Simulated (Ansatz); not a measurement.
**AlSiH5 (AlH2(SiH3)): the electronic atomisation energy, rung by rung**

AlSiH5 has 7 atoms, charge 0, and is taken as a singlet. SMILES: `[H][Al]([H])[SiH3]`. The shape comes from GFN2-xTB, which is rough for such elements, and wasn't checked as a minimum.

```
atom    x (Å)    y (Å)    z (Å)
  Al   0.6880   1.2017   0.0039
   H   2.2454   1.3650   0.0565
   H   0.0534   2.6332  -0.0166
  Si  -0.5174  -0.8978  -0.0168
   H  -1.8514  -0.8364   0.6256
   H   0.1776  -1.9927   0.7011
   H  -0.7956  -1.4730  -1.3538
```

Each level gives the electronic atomisation energy (eV). The values are calculated. Electronic energies at fixed atoms, without zero-point motion or spin-orbit coupling.

| level | kind | program | value (eV) | less FCI/STO-3G | CPU time (all runs) |
| --- | --- | --- | --- | --- | --- |
| BHLYP/STO-3G | global hybrid | Ansatz | 27.30 | +2.52 | 2.3 s |
| PBE0/STO-3G | global hybrid | Ansatz | 27.53 | +2.75 | 2.4 s |
| r2SCAN0/STO-3G | hybrid meta-GGA | Ansatz | 27.64 | +2.86 | 6.2 s |
| wB97X/STO-3G | range-separated hybrid | Ansatz | 27.67 | +2.89 | 11 s |
| B2PLYP/STO-3G | double hybrid | Ansatz | 26.69 | +1.91 | 2.8 s |
| MP2/STO-3G | perturbation theory | Ansatz | 24.30 | -0.48 | 0.25 s |
| BCCD(T)/STO-3G | coupled cluster or CI | Ansatz | 24.76 | -0.02 | 0.54 s |
| CCSDT(Q)/STO-3G | coupled cluster or CI | Ansatz | 24.78 | 0.00 | 1.3 s |
| FCI/STO-3G | exact in the basis | Ansatz | 24.78 | 0.00 | 12 s |

FCI/STO-3G is exact within its basis and frozen core, so for wave-function methods in that basis the difference is their error; functionals converge differently with the basis, so for them it is only a difference. The values span 24.30 to 27.67 eV. All rows use very small basis sets, so even the best lies far from the true value. Times are those of the runs behind each value, whatever else they computed, on shared processors of several kinds: orders of magnitude only.

The wave-function results close in on the exact value for this basis: MP2 falls short by 0.48 eV, BCCD(T) by only 0.02 eV, and CCSDT(Q) matches it to the printed precision. This fits a closed-shell molecule held together by localised Al–H, Si–H and Al–Si σ bonds, with no sign of strong static correlation. Atomisation breaks up these bonding pairs, whose correlation second-order theory probably underestimates because it omits the coupling between excitations.

The density functionals all lie higher, probably because their correlation comes largely from the density, whereas a minimal basis leaves the wave function few empty orbitals in which to correlate the bonding pairs. B2PLYP lies closest to FCI among them, as expected when part of its correlation is computed in that same cramped orbital space. Their spacing therefore doesn't rank the functionals by accuracy. Nor does the total isolate the strength of the Al–Si bond or show whether the monomer, with its formally empty aluminium 3p orbital, resists association through hydride bridges.
